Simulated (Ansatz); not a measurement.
AgPt3: pressure and energy less free atoms against volume scale

Periodic Kohn-Sham DFT of a crystal at fixed atoms, scaled to volume_scale times the given cell; pressure positive in compression, energy less spherical unpolarised free atoms, largest_vzz the field gradient of largest size among the nuclei. The results are calculated, by Ansatz 0.2.0.

The cell before it is scaled or strained (space group Pm-3m, No. 221):
```
cell vectors (Å)
   3.9000     0.0000     0.0000
   0.0000     3.9000     0.0000
   0.0000     0.0000     3.9000
atoms (fractions of the cell vectors)
Ag  0.00000  0.00000  0.00000
Pt  0.00000  0.50000  0.50000
Pt  0.50000  0.00000  0.50000
Pt  0.50000  0.50000  0.00000
```

Settings of every row: method all-electron LAPW; functional LDA; relativity scalar; k mesh 9x9x9; filling fermi-dirac; smearing width 0.08 eV; basis error target 0.5 meV/atom; nucleus gaussian.

Atom start moment: 0 on all atoms.

Limits: no spin-orbit coupling on heavy atoms.

| row | volume scale | V (Å³/atom) | pressure (GPa) | energy less free atoms (eV/atom) |
| --- | --- | --- | --- | --- |
| 1 | 0.94 | 13.94 | ? | ? |
| 2 | 0.96 | 14.237 | 14.749 | -6.5643 |
| 3 | 0.98 | 14.533 | 8.14 | -6.5853 |
| 4 | 0.99 | 14.681 | 5.136 | -6.5915 |
| 5 | 1 | 14.83 | 2.315 | -6.5949 |
| 6 | 1.01 | 14.978 | -0.333 | -6.5958 |
| 7 | 1.02 | 15.126 | -2.817 | -6.5943 |
| 8 | 1.04 | 15.423 | -7.333 | -6.5848 |
| 9 | 1.06 | 15.72 | -11.303 | -6.5675 |

Question: what pressure and energy less free atoms should row 1 give?

Worked fit of pressure. Take u = (V_r/V)^(2/3) − 1 with V_r = 14.904 Å³ an atom, which is twice the finite (Eulerian) strain; such expansions in the strain, on which the Birch-Murnaghan equation of state is built, carry the rest volume and the bulk modulus. The shown rows have u = 0.03099, 0.01695, 0.0101, 0.00332, -0.0033, -0.00981, -0.02256, -0.03491. Least squares give pressure = 0.9652 + 398.898 × u + 1422.53 × u² + 1822 × u³ GPa; a parabola predicts inner rows, each left out in turn, worse (root mean square 0.018 against 0.0076 GPa). The rows lie off it by 0.002, -0.004, -0.005, 0.010, 0.003, -0.004, -0.002, 0.001 (root mean square 0.0047 GPa). The pressure vanishes at u = -0.0024, or V = 14.96 Å³ an atom, and there the bulk modulus at fixed shape and fractions is B = −V dP/dV = (2/3)(1 + u) dP/du = 261 GPa. The withheld row has u = 0.04559, so the fit gives 0.9652 + 398.898 × (0.04559) + 1422.53 × (0.04559)² + 1822 × (0.04559)³ = 22.280 GPa.

The calculation gave 22.242 GPa. The fit lies 0.038 GPa (0.11 % of the column's range) above it; its largest miss of a shown row is 0.010 GPa. This row lies beyond the range of the fit.

Worked fit of energy less free atoms. Take u = (V_r/V)^(2/3) − 1 with V_r = 14.904 Å³ an atom, which is twice the finite (Eulerian) strain; such expansions in the strain, on which the Birch-Murnaghan equation of state is built, carry the rest volume and the bulk modulus. The shown rows have u = 0.03099, 0.01695, 0.0101, 0.00332, -0.0033, -0.00981, -0.02256, -0.03491. Least squares give energy less free atoms = −6.59565 + 0.1326 × u + 27.68 × u² + 22.4 × u³ eV/atom; a parabola predicts inner rows, each left out in turn, worse (root mean square 0.0002 against 3.8e-05 eV/atom). All shown rows lie on it to the printed digit. Its lowest point lies at u = -0.0024, or V = 14.96 Å³ an atom, and the curvature there gives the bulk modulus at fixed shape and fractions, B = (4/9)(1 + u)² E″(u)/V = 261 GPa. The withheld row has u = 0.04559, so the fit gives −6.59565 + 0.1326 × (0.04559) + 27.68 × (0.04559)² + 22.4 × (0.04559)³ = -6.5300 eV/atom.

The calculation gave -6.5302 eV/atom. The fit lies 0.0002 eV/atom (0.3 % of the column's range) above it; its largest miss of a shown row is 0.0000 eV/atom. This row lies beyond the range of the fit.
